Two 3p electrons can both be put into the lower spin-orbit level, 3p1/2, or spread over all 15 states of $3p^2$. The column E(low j first) − E(nl average), called $D$ here, compares these choices in Dirac-Coulomb Hartree-Fock. It is positive from S²⁺ to Sc⁷⁺, peaks at Cl³⁺ among the known rows and is negative from Ti⁸⁺ on. What should it be for P⁺ and Si?

Dirac-Coulomb Hartree-Fock with a Fermi nucleus (B-spline radial code 1, basis limit) for spherical [Ne] 3s2 3p2 atoms and ions, averaged over the nl configuration or over the jj configuration that fills j = l − 1/2 first. ζ = (α²/2)<(1/r) dV/dr>, without exchange, and F2 are from non-relativistic configuration-average Hartree-Fock with a point nucleus.

| species | Z | charge (e) | jj occupations of the open shell | E(low j first) − E(nl average) (eV) | Σ<r²>, nl (bohr²) | Σ<r²>: low j first/nl average − 1 (%) | ζ of the open shell, non-rel. (eV) | F2 of the open shell, non-rel. (eV) |
| --- | --- | --- | --- | --- | --- | --- | --- | --- |
| Si | 14 | 0 | (3p1/2)2 | ? | ? | ? | ? | ? |
| P+ | 15 | 1 | (3p1/2)2 | ? | ? | ? | ? | ? |
| S2+ | 16 | 2 | (3p1/2)2 | 0.4177 | 15.13 | 0.21 | 0.06712 | 7.096 |
| Cl3+ | 17 | 3 | (3p1/2)2 | 0.4227 | 11.60 | 0.10 | 0.1088 | 8.264 |
| Ar4+ | 18 | 4 | (3p1/2)2 | 0.3945 | 9.244 | 0.03 | 0.1649 | 9.383 |
| K5+ | 19 | 5 | (3p1/2)2 | 0.3290 | 7.577 | -0.02 | 0.2380 | 10.47 |
| Ca6+ | 20 | 6 | (3p1/2)2 | 0.2211 | 6.342 | -0.07 | 0.3309 | 11.54 |
| Sc7+ | 21 | 7 | (3p1/2)2 | 0.0647 | 5.396 | -0.10 | 0.4468 | 12.59 |
| Ti8+ | 22 | 8 | (3p1/2)2 | -0.1468 | 4.654 | -0.14 | 0.5888 | 13.63 |
| V9+ | 23 | 9 | (3p1/2)2 | -0.4205 | 4.058 | -0.17 | 0.7606 | 14.66 |
| Cr10+ | 24 | 10 | (3p1/2)2 | -0.7644 | 3.572 | -0.20 | 0.9658 | 15.68 |

First-order theory gives two parts that add. The spin-orbit parameter $\zeta$ shifts a p1/2 electron by $-\zeta$ and a p3/2 electron by $+\zeta/2$, so the average gains nothing and (3p1/2)² gains $2\zeta$. The Slater integral $F^2$ (F2 in the table) measures the angle-dependent repulsion of the pair. The average has pair energy $F^0-\tfrac{2}{25}F^2$, whereas two p1/2 electrons, each with a spherical density, have $F^0$ alone. Hence

$$D \approx 0.08\,F^2 - 2\zeta ,$$

which vanishes at $\zeta/F^2=0.04$. In a screened hydrogenic picture $F^2$ goes as an inverse radius, roughly linearly in $Z$, and $\zeta$ roughly as the fourth power of a screened charge. From S²⁺ to Cr¹⁰⁺ they grow 2.21-fold and 14.4-fold, so spin-orbit coupling overtakes the repulsion cost. Towards the neutral atom $\zeta$ nearly drops out and $D$ follows the shrinking $F^2$.

For V⁹⁺, with nothing fitted, $0.08\times14.66-2\times0.7606=1.1728-1.5212=-0.348$ eV against the computed −0.4205 eV. The formula has the right sign in every known row but always lies too high, by 0.016 eV in S²⁺ rising to 0.087 eV in Cr¹⁰⁺. The Dirac orbital energies and Slater integrals of the averaged V⁹⁺ calculation split this gap, for that row alone and with the usual definition of orbital energies assumed. Refilling those orbitals frozen gives −0.408 eV, so 0.060 eV comes from using Dirac quantities at first order and 0.012 eV from relaxation. The Dirac 3p splitting implies a $\zeta$ above the tabulated one by 5.5 % in V⁹⁺ and by 11 % in S²⁺, where relaxation also takes a larger share of the gap. An excess that shrinks with $Z$ is not higher-order relativity alone, but no calculation here isolates its source. The exchange left out of $\zeta$ and the response of the spin-orbit-split 2p core are both candidates, with neither size nor sign tested.

A positive $D$ does not mean that spin-orbit coupling raises the ground level. In LS language (3p1/2)² is 2/3 ³P₀ and 1/3 ¹S₀, and the singlet part costs the repulsion. A first-order mixing of the two $J=0$ states, with the tabulated $F^2$ and $\zeta$, puts the lowest level of S²⁺ 0.92 eV below the average. The weight of (3p1/2)² in that level rises only from 0.69 to 0.78 by Cr¹⁰⁺, far from pure jj coupling. Nor is it the lowest jj configuration in this model: the 3p1/2 3p3/2 average lies $0.1F^2-1.5\zeta$ lower, still 0.12 eV in Cr¹⁰⁺ with the tabulated $\zeta$, and less than half of that with the larger $\zeta$ that the computed $D$ implies. Breit terms are outside $D$; the Gaunt part from the same calculations would add 0.033 eV in Sc⁷⁺ and 0.042 eV in Ti⁸⁺, leaving both signs.

The size $\Sigma\langle r^2\rangle$, summed over all electrons, shows the same contest with an earlier crossing, between Ar⁴⁺ and K⁵⁺. In V⁹⁺ the 3p1/2 orbital is the more compact, and frozen refilling would change the sum by −0.28 %, against −0.17 % computed. Theory argues that the extra repulsion pushes the shell outward, most where it is weakly bound, so the swelling should grow steeply towards Si.

For the forecast, $F^2$, $\zeta^{1/4}$ and $(\Sigma\langle r^2\rangle)^{-1/2}$ were fitted by least squares on the nine known rows to $a+bZ+c/(Z-s)$ with $s=10, 11, 12$, and the size change with $s=12, 12.5, 13$; $s$ only sets the curvature. $D$ was then the mean of two empirical repairs, the least-squares form $0.0783F^2-2.063\zeta$ and an extrapolated factor on $\zeta$. Bars are the spread over these choices plus the largest residual. The fits give $D=0.311\pm0.012$ eV and a size change of $+0.76\pm0.18$ % for Si, and $0.381\pm0.002$ eV and $+0.38\pm0.03$ % for P⁺. The size bars deserve suspicion: predicting S²⁺ from $Z\ge18$ fell short by 0.020 percentage points against a bar of 0.012.

The forecast is that $D$ is positive and below S²⁺ in both rows, Si lowest, so that Cl³⁺ stays the maximum, and that the jj ion is larger than the average, most in Si, the riskier row. These signs and orderings were set without sight of the withheld rows. For the other columns the fits give, for Si, $F^2=4.39\pm0.18$ eV, $\zeta=0.0163\pm0.0024$ eV and $\Sigma\langle r^2\rangle=33.0\pm1.9$ bohr². For P⁺ they give $F^2=5.83\pm0.04$ eV, $\zeta=0.0368\pm0.0013$ eV and $\Sigma\langle r^2\rangle=21.04\pm0.19$ bohr².

The withheld rows as computed:

| species | Z | charge (e) | jj occupations of the open shell | E(low j first) − E(nl average) (eV) | Σ<r²>, nl (bohr²) | Σ<r²>: low j first/nl average − 1 (%) | ζ of the open shell, non-rel. (eV) | F2 of the open shell, non-rel. (eV) |
| --- | --- | --- | --- | --- | --- | --- | --- | --- |
| Si | 14 | 0 | (3p1/2)2 | 0.3129 | 32.73 | 0.96 | 0.01734 | 4.440 |
| P+ | 15 | 1 | (3p1/2)2 | 0.3819 | 20.98 | 0.41 | 0.03735 | 5.849 |

The signs and orderings hold. Eight of the ten values lie within their fitted bars; the two size changes do not. $D$ exceeds the fitted centres by 0.002 eV in Si and 0.001 eV in P⁺, partly through cancellation. In Si $F^2$ was under-predicted by 0.052 eV, worth $+0.004$ eV in $D$, and $\zeta$ by 0.001 eV, worth $-0.002$ eV. With the computed inputs the two-constant form errs by only 0.001 eV in either row, neither of which entered the fit, and the bare formula is high by 0.008 eV (Si) and 0.011 eV (P⁺). In both rows $F^2$ and $\zeta$ came out above and $\Sigma\langle r^2\rangle$ below the centres, by less than half a bar: the central curvature was slightly too strong.

The size change is the real miss of the fits. Si has +0.96 % and P⁺ +0.41 %, each about 1.1 bars above its centre (a rough count for P⁺, since the column is rounded to 0.01 points), the direction in which S²⁺ had already failed. A plausible but untested reading is that an energy difference is protected by the variational principle, while a size change depends on the softness of the shell, which rises sharply at low charge.

Correlation is absent, so these hits test the extrapolation of Hartree-Fock averages and say nothing of real levels. The counting carries over to neighbours. For $p^4$, filling p1/2 first gains $2\zeta-\zeta=\zeta$ and leaves a hole pair in p3/2 with pair energy $F^0-\tfrac1{15}F^2$, costing only $(\tfrac{2}{25}-\tfrac1{15})F^2=F^2/75$, so the sign should turn at a third of the ratio needed here. A $4p^2$ sequence keeps the threshold 0.04, but its heavier nucleus gives a larger $\zeta$ at equal ionic charge, and it should cross nearer the neutral atom.
